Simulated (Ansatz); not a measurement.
# Bias dependence of the vacuum decay constant on Pt(110)-(1x2) (PBE-D3(BJ)) and Pt(110)-(1x3) (PBE) missing-row slabs

Whether one decay constant may be used to convert tunnelling current into height at every sample bias depends on how far κ moves with the bias. The question matters for reconstructed metal surfaces, where apparent heights serve to identify missing rows and adsorbates. Here κ is calculated for two Pt(110) slabs from the planar mean density of the states between the Fermi level and the bias, without a tip. It is compared with κ₀, the decay constant of a free electron at the top of the window with no momentum along the surface. The (1x3) slab has the atom count of a surface that lacks one top row in three, not of the deeper faceted trough usually meant by that name.

## Computational details

Ansatz 0.2.0, plane-wave Kohn-Sham DFT with its default PAW datasets at cutoffs of 420 eV, level as listed. Slabs and stacks are built by hand and relaxed; a single point with 17 Å of vacuum, a dipole correction, Fermi-Dirac smearing of 0.05 eV and meshes of 6 to 8 points along the first in-plane vector gives the density of the states between the Fermi level and the sample bias. Its planar mean n(z) is fitted as exp(−2κz) between 3 and 5 Å above the top atom. Spin-paired, no spin-orbit coupling.

Notes on method and selection:

- A free electron at the Fermi level with no momentum along the surface decays with κ₀ = 0.5123·√Φ Å⁻¹, Φ in eV; momentum along the surface raises κ, and the slow approach of the potential to the vacuum level lowers it.
- The tip is left out (Tersoff-Hamann).
- Slabs this thin have discrete subbands, so κ depends on which of them fall in the window.
- Windows narrower than 0.1 V hold too few states on these meshes and are not listed; a blank corrugation was not computed at that height.
- Runs in which the search for lower states was switched off are not listed.
- Work functions and vacuum levels are read from the electrostatic potential (Hartree and local ionic parts), which a warning of a rough exchange-correlation potential in thin density does not concern.
- Sites and patterns name the starting structure; atoms can leave their sites in the relaxation.
- The default PAW datasets of this version of Ansatz are the set soft_2.
- Runs that did not converge, have known faults or may not be shown are not listed, and runs on Ansatz's PAW sets soft_1 and soft_2 are kept to separate tables.

Columns:

- bias (V): sample bias; negative images filled states.
- κ₀ of window top (Å⁻¹): 0.5123·√(Φ − E) for the highest energy E in the window, from the Fermi level.
- κ (Å⁻¹): decay constant κ of the window's density.
- corrugation (Å): corrugation at constant current, set to the mean density at the first listed height.

## Data

```
member  surface                                                 bias (V)  κ₀ of window top (Å⁻¹)  κ (Å⁻¹)  corrugation (Å)
−1 V    Pt(110)-(1x2) missing row (PBE-D3(BJ), Φ 5.33 eV, 3 Å)  −1.0      1.183                   1.312    1.50
−0.5 V  Pt(110)-(1x2) missing row (PBE-D3(BJ), Φ 5.33 eV, 3 Å)  −0.5      1.183                   1.301    1.72
−0.1 V  Pt(110)-(1x2) missing row (PBE-D3(BJ), Φ 5.33 eV, 3 Å)  −0.1      1.183                   1.257    –
+0.1 V  Pt(110)-(1x2) missing row (PBE-D3(BJ), Φ 5.33 eV, 3 Å)  0.1       1.171                   1.227    –
+0.5 V  Pt(110)-(1x2) missing row (PBE-D3(BJ), Φ 5.33 eV, 3 Å)  0.5       1.126                   ?        ?
+1 V    Pt(110)-(1x2) missing row (PBE-D3(BJ), Φ 5.33 eV, 3 Å)  1.0       1.066                   1.190    1.59
−1 V    Pt(110)-(1x3) missing row (PBE, Φ 5.35 eV, 3.5 Å)       −1.0      1.184                   1.287    1.61
−0.5 V  Pt(110)-(1x3) missing row (PBE, Φ 5.35 eV, 3.5 Å)       −0.5      1.184                   1.265    1.94
−0.1 V  Pt(110)-(1x3) missing row (PBE, Φ 5.35 eV, 3.5 Å)       −0.1      1.184                   1.208    –
+0.1 V  Pt(110)-(1x3) missing row (PBE, Φ 5.35 eV, 3.5 Å)       0.1       1.173                   1.199    2.13
+0.5 V  Pt(110)-(1x3) missing row (PBE, Φ 5.35 eV, 3.5 Å)       0.5       1.128                   1.199    1.58
+1 V    Pt(110)-(1x3) missing row (PBE, Φ 5.35 eV, 3.5 Å)       1.0       1.068                   1.193    1.38
```

Cells marked ? are withheld until the estimate has been made.

## Reading the trend

On both surfaces the density decays faster for filled than for empty states. Between −1 V and +1 V, κ falls by 1.312 − 1.190 = 0.122 Å⁻¹ on (1x2) and by 1.287 − 1.193 = 0.094 Å⁻¹ on (1x3). On (1x2) this means that 1 Å of extra distance lowers the density about 14-fold at −1 V and about 11-fold at +1 V, from exp(2κ).

The barrier gives the direction. A state at energy E from the Fermi level faces a barrier Φ − E, so deeper filled states decay faster and higher empty states more slowly. The barrier is not the whole cause, however. At the bottom of the −1 V window on (1x2), κ₀ is 0.5123 × √(5.33 + 1.0) = 1.289 Å⁻¹, and the calculated 1.312 Å⁻¹ lies above even this. Momentum along the surface, including the lateral components imposed by the rows, raises κ and can supply the excess; the slow approach of the potential to the vacuum level acts the other way.

On the empty side κ follows the window top only weakly. From +0.1 V to +1 V, κ₀ drops by 0.105 Å⁻¹ on both surfaces, but κ drops by only 0.037 Å⁻¹ on (1x2) and 0.006 Å⁻¹ on (1x3). Part of this is expected, because the wider window still contains the states near the Fermi level. Newly admitted subbands with more lateral momentum may account for the rest.

From −1 V to +0.1 V, κ is larger on (1x2), by between 1.312 − 1.287 = 0.025 Å⁻¹ (at −1 V) and 1.257 − 1.208 = 0.049 Å⁻¹ (at −0.1 V); at +1 V the two surfaces agree within 0.003 Å⁻¹. The work functions differ by 0.02 eV, which changes κ₀ by at most 0.002 Å⁻¹, and the dispersion term can act only through the relaxed geometry. The shorter repeat of (1x2), with its larger lateral wave vectors, would act in the right direction, but so could a different set of subbands. The exchange-correlation potential is rough in the region of the fit, so differences of a few thousandths should not be interpreted.

## Predicting the missing value

Plain estimates from the members shown:

- +0.5 V (Pt(110)-(1x2) missing row (PBE-D3(BJ), Φ 5.33 eV, 3 Å)), straight-line interpolation between +0.1 V and +1 V: w = (0.5 − 0.1) / (1.0 − 0.1) = 0.444, so 1.227 + 0.444 × (1.190 − 1.227) = 1.211 Å⁻¹
- +0.5 V (Pt(110)-(1x2) missing row (PBE-D3(BJ), Φ 5.33 eV, 3 Å)), from its own Pt(110)-(1x3) missing row (PBE, Φ 5.35 eV, 3.5 Å) value plus the mean shift Pt(110)-(1x2) missing row (PBE-D3(BJ), Φ 5.33 eV, 3 Å) − Pt(110)-(1x3) missing row (PBE, Φ 5.35 eV, 3.5 Å) over the other 5 members (+0.027, standard deviation 0.017): 1.199 + 0.027 = 1.226 Å⁻¹

The (1x3) value at +0.5 V contains the effect of widening the window, but the mean shift of +0.027 Å⁻¹ is not a suitable correction. The shift from (1x3) to (1x2) is 1.227 − 1.199 = +0.028 Å⁻¹ at +0.1 V and 1.190 − 1.193 = −0.003 Å⁻¹ at +1 V, so it shrinks across the empty states. The route chosen interpolates this shift in bias:

0.028 + 0.444 × (−0.003 − 0.028) = 0.014 Å⁻¹

1.199 + 0.014 = 1.213 Å⁻¹

The small difference in work function is already contained in the shift, and no further correction is added.

The same procedure can be tried on the three inner members of (1x2) that are shown, each from its nearest shown neighbours in bias. Calculated minus predicted κ is −0.002 Å⁻¹ at −0.5 V, +0.018 Å⁻¹ at −0.1 V and −0.012 Å⁻¹ at +0.1 V, a root-mean-square miss of 0.013 Å⁻¹. Straight-line interpolation of κ itself misses the same members by 0.016 Å⁻¹, so the advantage is slight; its estimate of 1.211 Å⁻¹ is practically the same. The error bar is the 0.013 Å⁻¹ of the chosen route. A subband entering between +0.1 V and +0.5 V on (1x2) alone would be the likeliest reason for a larger miss.

**Committed estimate, +0.5 V (Pt(110)-(1x2) missing row (PBE-D3(BJ), Φ 5.33 eV, 3 Å)): κ = 1.213 ± 0.013 Å⁻¹.**

## How the estimate fared

```
member  surface                                                 bias (V)  κ₀ of window top (Å⁻¹)  κ (Å⁻¹)  corrugation (Å)
+0.5 V  Pt(110)-(1x2) missing row (PBE-D3(BJ), Φ 5.33 eV, 3 Å)  0.5       1.126                   1.202    1.92
```

```
member                                                           estimate                                                      κ (Å⁻¹)  computed  estimate − computed  miss in error bars
+0.5 V (Pt(110)-(1x2) missing row (PBE-D3(BJ), Φ 5.33 eV, 3 Å))  committed                                                     1.213    1.202     +0.011               0.8
+0.5 V (Pt(110)-(1x2) missing row (PBE-D3(BJ), Φ 5.33 eV, 3 Å))  interpolation                                                 1.211    1.202     +0.009
+0.5 V (Pt(110)-(1x2) missing row (PBE-D3(BJ), Φ 5.33 eV, 3 Å))  shift from Pt(110)-(1x3) missing row (PBE, Φ 5.35 eV, 3.5 Å)  1.226    1.202     +0.024
```

The computed κ at +0.5 V on (1x2) is 1.202 Å⁻¹. The estimate of 1.213 Å⁻¹ was too high by 0.011 Å⁻¹, inside its error bar. It did much better than the constant shift from (1x3), which missed by 0.024 Å⁻¹, and no better than plain interpolation, which missed by 0.009 Å⁻¹.

The expectation that the difference between the surfaces shrinks across the empty states was right, but the assumption that it shrinks evenly with bias was not. The difference is 0.028 Å⁻¹ at +0.1 V and already 1.202 − 1.199 = 0.003 Å⁻¹ at +0.5 V.

The shorter repeat of (1x2) is the same at every bias, so by itself it does not explain an offset that nearly vanishes for the wider empty-state windows. A difference in the subbands that dominate each window would fit this behaviour better, but the subbands are not resolved in the table. The slabs also differ in treatment: the density was read in filtered form for (1x3) only, which should have been stated where the two were first compared. The shift used for the estimate contains any effect of this. No pair of runs here separates it from the effect of the surface, so the cause of the offset remains open.

## Departures from the trend

A straight line through all twelve rows falls by about 0.060 Å⁻¹ per volt and passes through their mean κ at zero bias. It leaves a typical miss of about 0.019 Å⁻¹, against a scatter of 0.043 Å⁻¹ about the mean. Three rows lie more than 0.03 Å⁻¹ from it.

On (1x3), the values at −0.1 V and +0.1 V are low by about 0.035 and about 0.032 Å⁻¹. Windows this narrow hold few states, and a few subbands with little momentum along the surface would lower κ in this way. Sampling on a finite mesh can contribute as well and, since the line is drawn through both slabs, so can the filtered reading of the density on (1x3).

On (1x2), the value at −0.5 V is high by about 0.034 Å⁻¹. Here κ rises by 1.301 − 1.257 = 0.044 Å⁻¹ between −0.1 V and −0.5 V, and then by only 0.011 Å⁻¹ up to −1 V. The greater depth of the added states is not enough for the first step: κ₀ at the bottom of the window rises by only 0.5123 × (√(5.33 + 0.5) − √(5.33 + 0.1)) = 0.043 Å⁻¹, and the slower-decaying states near the Fermi level remain in the window. Added states with more lateral momentum have the right sign.

## Summary

Between −1 V and +1 V, κ is larger for filled than for empty states on both slabs. For a bias between listed ones, interpolation on the same surface typically misses by 0.013 Å⁻¹, judged on the eight inner rows.

For the conversion of current into height on (1x2), a tenfold change in current corresponds to 2.303 / (2 × 1.312) = 0.88 Å at −1 V and 2.303 / (2 × 1.190) = 0.97 Å at +1 V. A single decay constant midway between the two, (1.312 + 1.190) / 2 = 1.251 Å⁻¹, keeps the error in height differences to about 5 % at either end, since 1.312 / 1.251 = 1.05 and 1.190 / 1.251 = 0.95. The error reaches about 10 % if the constant of one end is used at the other.

These percentages apply to the mean density 3 to 5 Å above the top atom of a thin slab. Both slabs are only a few atomic layers thick, and only their upper layers were relaxed; the lower ones were held at bulk positions, which the computational details should have said. Since κ depends on the discrete subbands of so thin a slab and no thicker one is included, it is open how closely the percentages hold for a thick crystal.

The electric field between tip and sample is left out. With a tip of equal work function, it changes the mean barrier by about 0.5 eV at 1 V, and κ by roughly 1.2 × 0.5 / (2 × 5.3) = 0.06 Å⁻¹, upward at +1 V and downward at −1 V. Together these shifts could cancel most of the calculated bias dependence in a measured current.

[Logs are printed without paths, hosts, clocks, repeated set-up lines and the standing remarks that a program may print on its own settings, such as how far it seeks lower states.]
